\textbf{Student.} The mass-action law for acceptors is a quadratic with one physical root. Then screening lowers the ionisation energy, more holes escape, and they screen better still. That is positive feedback. Why does it not run away?

\textbf{Lecturer.} In a model it can. We shall find the condition and then ask whether the model still holds there. First the premises. (i) The crystal is uncompensated, with $N$ acceptors per volume on fixed random sites, each either neutral with degeneracy $g$ or singly negative and non-degenerate. (ii) The free holes, of density $p$, obey Boltzmann statistics in a band with effective density of states $N_v$. (iii) Intrinsic carriers are negligible, so neutrality makes the density of charged acceptors equal to $p$. (iv) The Coulomb interaction among the charges adds a free energy density $f_{\rm int}(p,T)$, and neutral acceptors interact with nothing. Hole energies are counted from the unperturbed valence band edge, where a bound hole has energy $-E_0$. I write $\beta=1/kT$, $x=p/N$ and $\varepsilon=\varepsilon_0\varepsilon_r$. For donors replace $p$ by $n$ and $N_v$ by $N_c$.

\textbf{Student.} Why a free energy? I could put a lowered energy straight into the exponent.

\textbf{Lecturer.} You would get roots without knowing which are stable. The free energy density holds the ideal hole gas, the entropy of choosing which sites are charged, the degeneracy and energy of the $N-p$ bound holes, and the interaction:
\begin{equation}
\beta f = p\left[\ln\frac{p}{N_v}-1\right] + p\ln\frac{p}{N} + (N-p)\ln\frac{N-p}{N} - (N-p)\left[\ln g+\beta E_0\right] + \beta f_{\rm int}.
\label{f}
\end{equation}
At fixed $N$ and $T$ the density $p$ adjusts freely, so equilibrium makes $f$ stationary in $p$. The hole gas gives $\ln(p/N_v)$, the two site terms give $\ln[p/(N-p)]$, and the bound holes give $\ln g+\beta E_0$. Define the lowering $\Delta E(p)=-\partial f_{\rm int}/\partial p$. Then
\begin{equation}
G(p)\equiv\beta\frac{\partial f}{\partial p}=\ln\frac{p^2}{N-p}-\ln K_0-\beta\Delta E(p),\qquad K_0=\frac{N_v}{g}e^{-\beta E_0},
\label{G}
\end{equation}
and $G=0$ reads
\begin{equation}
\frac{p^2}{N-p}=\frac{N_v}{g}\exp\left[-\frac{E_0-\Delta E(p)}{kT}\right].
\label{mass}
\end{equation}

\textbf{Student.} So $\Delta E$ is a change of free energy per ionisation event, and need not be the shift of a spectral line.

\textbf{Lecturer.} Yes. Now existence. For bounded $\Delta E$, $G\to-\infty$ as $p\to0$ and $G\to+\infty$ as $p\to N$. A root always exists, and simple roots come in odd number. The slope of $G$ is the curvature of $f$:
\begin{equation}
p\,\frac{\partial G}{\partial p}=\beta p\,\frac{\partial^2 f}{\partial p^2}=2+\frac{p}{N-p}-\beta p\,\frac{\partial \Delta E}{\partial p}.
\label{slope}
\end{equation}
One unit of the 2 comes from the entropy of the holes and one from that of the charged sites, and $p/(N-p)$ comes from the depletion of neutral sites. I call their sum the stiffness and the last term the feedback. For $\Delta E\propto p^s$ the feedback is $s\,\Delta E/kT$. If the stiffness exceeds it everywhere on $0<p<N$, $G$ is monotonic and the root is unique. Several roots require that somewhere
\begin{equation}
\frac{s\,\Delta E}{kT}>2+\frac{p}{N-p}.
\label{crit}
\end{equation}
A root with positive slope is a minimum of $f$. A root at which \eqref{crit} holds is a maximum, and it is the middle branch of the S.

\textbf{Student.} Where is the S? I see only a count of roots.

\textbf{Lecturer.} Let $\lambda$ be $T$ or $N$. Differentiating $G(p,\lambda)=0$ gives $dp/d\lambda=-(\partial G/\partial\lambda)/(\partial G/\partial p)$, which diverges where \eqref{slope} vanishes. There the curve folds back. For $s\le1$ the left side of \eqref{crit} is concave in $p$ and the right side convex, so they cross at most twice. Hence $G$ has at most one maximum and one minimum, and at most three roots. Since the right side exceeds 2, the unstable root needs $\Delta E>2kT/s$, which is $4kT$ for $s=1/2$ and $6kT$ for $s=1/3$.

\textbf{Student.} Then once the lowering passes $4kT$ I have bistability.

\textbf{Lecturer.} No, that bound is necessary and far from sufficient. It is approached only for $x\to0$. Put $b=\Delta E(N)/kT$, $u=bx^s=\Delta E(p)/kT$ and $\eta=K_0/N$. Equation \eqref{mass} becomes
\begin{equation}
H(x)\equiv 2\ln x-\ln(1-x)-b\,x^s=\ln\eta .
\label{H}
\end{equation}
Three roots need two things. $H$ must have a falling stretch, and $\ln\eta$ must lie between its local minimum and maximum. The falling stretch is born where the two sides of \eqref{crit} touch, with equal values and equal logarithmic derivatives:
\begin{equation}
s\,u=\frac{2-x}{1-x},\qquad s^2u=\frac{x}{(1-x)^2}.
\label{touch}
\end{equation}
Dividing one by the other gives $s(2-x)(1-x)=x$. For $s=1/2$ this is $x^2-5x+2=0$, with $x_c=(5-\sqrt{17})/2$ and $u_c=(7+\sqrt{17})/2$. For $s=1/3$ it is $x^2-6x+2=0$, with $x_c=3-\sqrt7$ and $u_c=5+\sqrt7$. With $b_c=u_c/x_c^s$ and $H_c=H(x_c)$ at $b=b_c$:
\begin{center}
\begin{tabular}{cccccc}
$s$ & $2/s$ & $x_c$ & $u_c$ & $b_c$ & $H_c$\\
$1/2$ & 4 & 0.438 & 5.56 & 8.40 & $-6.63$\\
$1/3$ & 6 & 0.354 & 7.65 & 10.81 & $-9.28$
\end{tabular}
\end{center}
For $b<b_c$ the root is unique whatever $E_0$ is.

\textbf{Student.} And the second requirement, if I scan the doping at one temperature?

\textbf{Lecturer.} Solve \eqref{mass} for $N$, which is explicit, with $u=Ap^s$ and $A$ fixed by $T$:
\begin{equation}
N(p)=p+\frac{p^2e^{-u}}{K_0},\qquad \frac{dN}{dp}=1-\frac{p\,e^{-u}(su-2)}{K_0}.
\label{Np}
\end{equation}
The curve $p(N)$ is S-shaped if and only if $K_0$ is below the maximum of $p\,e^{-u}(su-2)$. On $su>2$ the logarithm of that function is $s^{-1}\ln u-u+\ln(su-2)$ plus a constant, which is concave in $u$. Its single maximum obeys $1/(su)-1+s/(su-2)=0$, that is $u^2-7u+8=0$ for $s=1/2$ and $u^2-10u+18=0$ for $s=1/3$, whose larger roots are the $u_c$ above. Let $N_*$ be the doping at which $b=b_c$. At the maximum $p=x_cN_*$ and $su_c-2=x_c/(1-x_c)$, so the condition is
\begin{equation}
K_0<N_*\,e^{H_c}.
\label{cusp}
\end{equation}
Equality marks the cusp in the $(N,T)$ plane at which the two folds merge.

\textbf{Student.} Inside the S, would the sample split into two phases with a lever rule?

\textbf{Lecturer.} No. The acceptors cannot move, and $p$ is not conserved, because every large region stays neutral by its own ionisation. Each region takes the deeper minimum of $f$. The ionised fraction would jump where the minima are equally deep, $\int G\,dp=0$ between the outer roots, and the folds bound the metastable ranges.

\textbf{Student.} So far $s$ and the prefactor fell from the sky.

\textbf{Lecturer.} Take Debye--H\"uckel theory first. A weak potential $\phi$ changes the hole density by $-p\,\beta e\phi$. It also shifts the acceptor level. The charged fraction is a Fermi function, whose derivative gives a change $+Nx(1-x)\beta e\phi$ in the density of negative sites. Poisson's equation becomes $\nabla^2\phi=\kappa^2\phi$ with
\begin{equation}
\kappa^2=4\pi\ell\,p\,(2-x),\qquad \ell=\frac{e^2}{4\pi\varepsilon kT},
\label{kappa}
\end{equation}
where $\ell$ is the Bjerrum length. The atoms are fixed, yet the charge moves among them by capture and emission. For $x\ll1$ the charged sites act as a mobile species of density $p$, and $\kappa^2=8\pi\ell p$, the form I use from here on. Let no screening charge come closer than $d$ to a charge $q$. Then $\phi=Ce^{-\kappa r}/r$ outside and $\phi=q/4\pi\varepsilon r+\phi_0$ inside. Continuity of $d\phi/dr$ gives $C=qe^{\kappa d}/[4\pi\varepsilon(1+\kappa d)]$, and continuity of $\phi$ gives
\begin{equation}
\phi_0=-\frac{q}{4\pi\varepsilon}\,\frac{\kappa}{1+\kappa d}.
\label{phi0}
\end{equation}
The interaction energy density is half of $q\phi_0$ summed over $2p$ charges, $U=-kT\,p\,\ell\kappa/(1+\kappa d)$. To get the free energy, scale all charges by $\lambda$. The energy of a configuration goes as $\lambda^2$, so $df=2U(\lambda)\,d\lambda/\lambda$, with $\ell\to\lambda^2\ell$ and $\kappa\to\lambda\kappa$. With $y=\kappa d$ and $2p\ell=\kappa^2/4\pi$,
\begin{equation}
\beta f_{\rm int}=-\frac{\kappa^3}{4\pi}\int_0^1\frac{\lambda^2\,d\lambda}{1+\lambda y}=-\frac{1}{4\pi d^3}\left[\ln(1+y)-y+\frac{y^2}{2}\right].
\label{fdh}
\end{equation}
The bracket has derivative $y^2/(1+y)$, and $\partial y/\partial p=y/2p$, so
\begin{equation}
\frac{\Delta E}{kT}=\frac{\kappa^3}{8\pi p\,(1+y)}=\frac{\ell\kappa}{1+\kappa d}.
\label{dE}
\end{equation}
For point charges $\beta f_{\rm int}=-\kappa^3/12\pi$ and $\Delta E=e^2\kappa/4\pi\varepsilon$, which is the law with $s=1/2$.

\textbf{Student.} And its validity?

\textbf{Lecturer.} Linearisation needs $e\phi\ll kT$ over the screening cloud, whose size is $1/\kappa$. That means $\ell\kappa\ll1$. For point charges $\ell\kappa$ is $\Delta E/kT$ itself. The number of charges in a Debye sphere is
\begin{equation}
N_D=\frac{4\pi}{3}\,\frac{2p}{\kappa^3}=\frac{1}{3\ell\kappa}=\frac{kT}{3\,\Delta E}.
\label{ND}
\end{equation}
The theory describes a cloud of many charges. The unstable branch needs $N_D<1/12$, and the cusp has $N_D=0.060$. This holds for any material and temperature. Within its range, $\Delta E\ll kT$, the Debye law is always stable.

\textbf{Student.} Outside its range a theory may still be qualitatively right. Show me that the fold is fragile.

\textbf{Lecturer.} Keep $d$. A hole closer to an ion than the orbit radius is already counted as a neutral acceptor, so a cutoff of that order is natural, although its value is a choice. From \eqref{dE} the feedback is
\begin{equation}
\beta p\,\frac{\partial\Delta E}{\partial p}=\frac{\ell\kappa}{2(1+\kappa d)^2}=\frac{\ell}{2d}\,\frac{y}{(1+y)^2}\le\frac{\ell}{8d},
\label{bound}
\end{equation}
with equality at $y=1$. It can exceed 2 only if $\ell>16d$. For a larger $d$ the solution is unique at every doping. This is still linear screening and proves nothing about strong coupling, but it shows that the fold hangs on distances that the point theory treats wrongly.

\textbf{Student.} The cube root is a strong-coupling law, though. Calling it outside the Debye--H\"uckel range is no objection to it.

\textbf{Lecturer.} Correct, and it needs a separate argument. Take the ion-sphere model. Each ion sits at the centre of a sphere of radius $r_s=(3/4\pi p)^{1/3}$ filled uniformly with one hole charge, and the neutral spheres do not interact. In units of $e^2/4\pi\varepsilon$ the self-energy of the uniform charge and its attraction to the ion are
\begin{equation}
\int_0^{r_s}\frac{r^3}{r_s^3}\,\frac{1}{r}\,\frac{3r^2dr}{r_s^3}-\int_0^{r_s}\frac{1}{r}\,\frac{3r^2dr}{r_s^3}=\frac{3}{5r_s}-\frac{3}{2r_s}=-\frac{9}{10\,r_s}.
\label{sphere}
\end{equation}
Neglecting the entropy cost of this order, $\beta f_{\rm int}=-\tfrac{9}{10}p\,\Gamma$ with $\Gamma=\ell/r_s\propto p^{1/3}$, and differentiation brings a factor $4/3$:
\begin{equation}
\frac{\Delta E}{kT}=\frac65\,\Gamma .
\label{ion}
\end{equation}
The bound $6kT$ means $\Gamma>5$. Debye--H\"uckel theory is silent there, while \eqref{ion} is meant for $\Gamma\gg1$, at the price of assuming a uniform hole charge. What can fail instead are premises (i), (ii) and (iv), and that depends on the material.

\textbf{Student.} Then take boron in silicon at 77 K with $N=10^{18}\,\mathrm{cm^{-3}}=10^{-3}\,\mathrm{nm^{-3}}$.

\textbf{Lecturer.} I use the measured $\varepsilon_r=11.7$, a compiled 300 K value (Ioffe Institute), and ignore its drift with temperature. As typical inputs I take $E_0=0.045$ eV, $g=4$ and a density-of-states mass $m=0.75\,m_0$, assumed for this temperature range. Intermediate values are carried unrounded. Then $kT=6.635$ meV, $E_0/kT=6.78$, $e^2/4\pi\varepsilon=0.1231$ eV nm and $\ell=18.55$ nm, and
\begin{equation}
N_v=2\left(\frac{2\pi mkT}{h^2}\right)^{3/2}=2.12\times10^{18}\,\mathrm{cm^{-3}},\qquad K_0=6.01\times10^{14}\,\mathrm{cm^{-3}},
\label{inputs}
\end{equation}
so that $\ln\eta=-7.42$. With the compiled gap of 1.12 eV (Wing 2021), $E_g/2kT=84$ and premise (iii) is safe. The split-off band, 0.044 eV away in the compiled value (Ioffe Institute NSM archive), carries a Boltzmann factor $1.3\times10^{-3}$. A hydrogenic $n=2$ shell would raise $g$ by the fraction $4e^{-3E_0/4kT}=0.025$. The hydrogenic radius belonging to $E_0$ is $a=e^2/8\pi\varepsilon E_0=1.37$ nm, and I set $d=a$. The two bounds are $4kT=26.5$ meV and $6kT=39.8$ meV.

\textbf{Student.} Point Debye law first. At $p=N$ I get $\kappa=0.683\ \mathrm{nm^{-1}}$ and $b=12.66$, above 8.40. So $H$ has a falling stretch.

\textbf{Lecturer.} It has. Its local maximum lies at $x=0.113$, where $H=-8.50$. Since $\ln\eta=-7.42$ lies above that, the line misses the lower branch and only the upper root survives. For the ion sphere at $p=N$, $r_s=6.20$ nm, $\Gamma=2.99$ and $b=3.59$, well below 10.81. For the finite-size law $\ell/8d=1.70<2$, since $d$ exceeds $\ell/16=1.16$ nm. All three have one root, found by solving \eqref{mass}:
\begin{center}
\begin{tabular}{lccccc}
lowering & $x$ & $\Delta E/kT$ & $\Delta E$ (meV) & feedback & stiffness\\
none & 0.024 & 0 & 0 & 0 & 2.02\\
ion sphere & 0.045 & 1.28 & 8.5 & 0.43 & 2.05\\
Debye, $d=a$ & 0.12 & 3.33 & 22 & 1.26 & 2.14\\
Debye, point & 0.995 & 12.6 & 84 & 6.3 & 187
\end{tabular}
\end{center}

\textbf{Student.} The last row has $\Delta E$ of 84 meV against a binding of 45 meV. That cannot describe a bound hole.

\textbf{Lecturer.} It cannot, and $p/N_v=0.47$ strains Boltzmann statistics as well. The runaway you asked about has taken place in that row, as an artefact. The point law even has its cusp close by. Since $b\propto N^{1/2}$, $N_*=4.40\times10^{17}\,\mathrm{cm^{-3}}$ at 77 K and $N_*e^{H_c}=5.79\times10^{14}\,\mathrm{cm^{-3}}$, just under $K_0$, so \eqref{cusp} narrowly fails. With $b\propto\ell^{3/2}$ we have $N_*\propto T^3$, while $K_0\propto T^{3/2}e^{-E_0/kT}$ at fixed mass. Equality comes at 76 K and $4.3\times10^{17}\,\mathrm{cm^{-3}}$, and $m=0.70\,m_0$ would move it to 78 K.

\textbf{Student.} At that cusp $\Delta E=5.56\,kT=37$ meV is still below $E_0$. What else is wrong there, besides $N_D$?

\textbf{Lecturer.} Two neglected terms, both as large as the effect. First, the orbit is not small against the screening length. Expanding the screened potential, $e^{-\kappa r}/r=1/r-\kappa+\kappa^2r/2-\dots$, and averaging with $\langle r\rangle=3a/2$ for the hydrogenic ground state multiplies the lowering by $1-3\kappa a/4$. At the cusp $\kappa a=0.41$, a reduction by 0.31. Second, I replaced $2-x$ by 2 in \eqref{kappa}. Keeping $\Delta E=kT\ell\kappa$ as an estimate, the true factor multiplies the lowering by $\sqrt{1-x/2}=0.88$ and turns the exponent into $(1-x)/(2-x)=0.36$ at $x_c$. Both weaken the feedback. At the finite-size root, $x=0.12$, the second factor is only 0.97.

\textbf{Student.} And a cube-root fold at 77 K?

\textbf{Lecturer.} The point Debye law reaches $4kT$ at $p=1.0\times10^{17}\,\mathrm{cm^{-3}}$. The ion-sphere law reaches $6kT$ only at $p=4.7\times10^{18}\,\mathrm{cm^{-3}}$, which is $2.2\,N_v$, a degenerate gas. The falling stretch needs $N>N_*=2.7\times10^{19}\,\mathrm{cm^{-3}}$. Here $N_*e^{H_c}=2.5\times10^{15}\,\mathrm{cm^{-3}}$ exceeds $K_0$, so \eqref{cusp} holds and the model has its S. By \eqref{Np} the folds obey $p\,e^{-u}(u/3-2)=K_0$. The lower branch ends at $u=6.17$, $p=5.1\times10^{18}\,\mathrm{cm^{-3}}=2.4\,N_v$ and $N=9.5\times10^{19}\,\mathrm{cm^{-3}}$, where $\Delta E=41$ meV is still just below $E_0$. The upper branch ends at $u=11.5$, $p=3.3\times10^{19}\,\mathrm{cm^{-3}}$ and $N=5.1\times10^{19}\,\mathrm{cm^{-3}}$, where $\Delta E=1.7\,E_0$. These dopings, with $N^{1/3}a=0.62$ and $0.51$, are also far past the approximate Mott criterion $N^{1/3}a\approx0.25$, beyond which neutral acceptors overlap into a metal. At $10^{18}\,\mathrm{cm^{-3}}$ we have $N^{1/3}a=0.14$, below that value but not far below.

\textbf{Student.} So overlap already lowers the energy here. Does that not add to the feedback?

\textbf{Lecturer.} A lowering that depends on the total $N$ alone raises $K_0$ and drops out of \eqref{slope} at fixed $N$. It changes the ionised fraction without bringing an instability in $p$. Only the part that grows with $p$ counts.

\textbf{Student.} State the range of validity, then.

\textbf{Lecturer.} Equations \eqref{mass} and \eqref{slope} hold for any $f_{\rm int}(p)$, and \eqref{crit} to \eqref{cusp} for any power law with $s\le1$, provided that $p\ll N_v$, $\Delta E<E_0$, $N^{1/3}a$ is well below the Mott value and compensation is negligible. The leading degeneracy correction to $G$ is $p/(2^{3/2}N_v)$, which is 0.020 at the finite-size root, where $p/N_v=0.057$. The law with $s=1/2$ further needs $\Delta E\ll kT$, $\kappa a\ll1$ and $x\ll1$, which contradicts $\Delta E>4kT$ outright. The law with $s=1/3$ needs $\Gamma\gg1$, and in this setting both its folds violate $p\ll N_v$ and the Mott proviso, while the whole upper branch, its fold included, also has $\Delta E>E_0$. Neither stable model is controlled at our point, because $\ell\kappa=4.4$ at the finite-size root and $\Gamma=1.1$ at the ion-sphere root. The fractions 0.045 and 0.12 are therefore the models' numbers and give only a scale. As typical knowledge, boron near this doping shows a lowering of very roughly 15 meV and remains mostly frozen out at 77 K, with a smooth dependence on doping. The ion-sphere lowering falls short of that by somewhat under a half, the finite-size one overshoots by about a half, and the point law misses upward several times over. In both stable models the feedback, 0.43 or 1.26, stays below a stiffness slightly above 2, so screening raises the ionised fraction above the unscreened 0.024 along a single branch.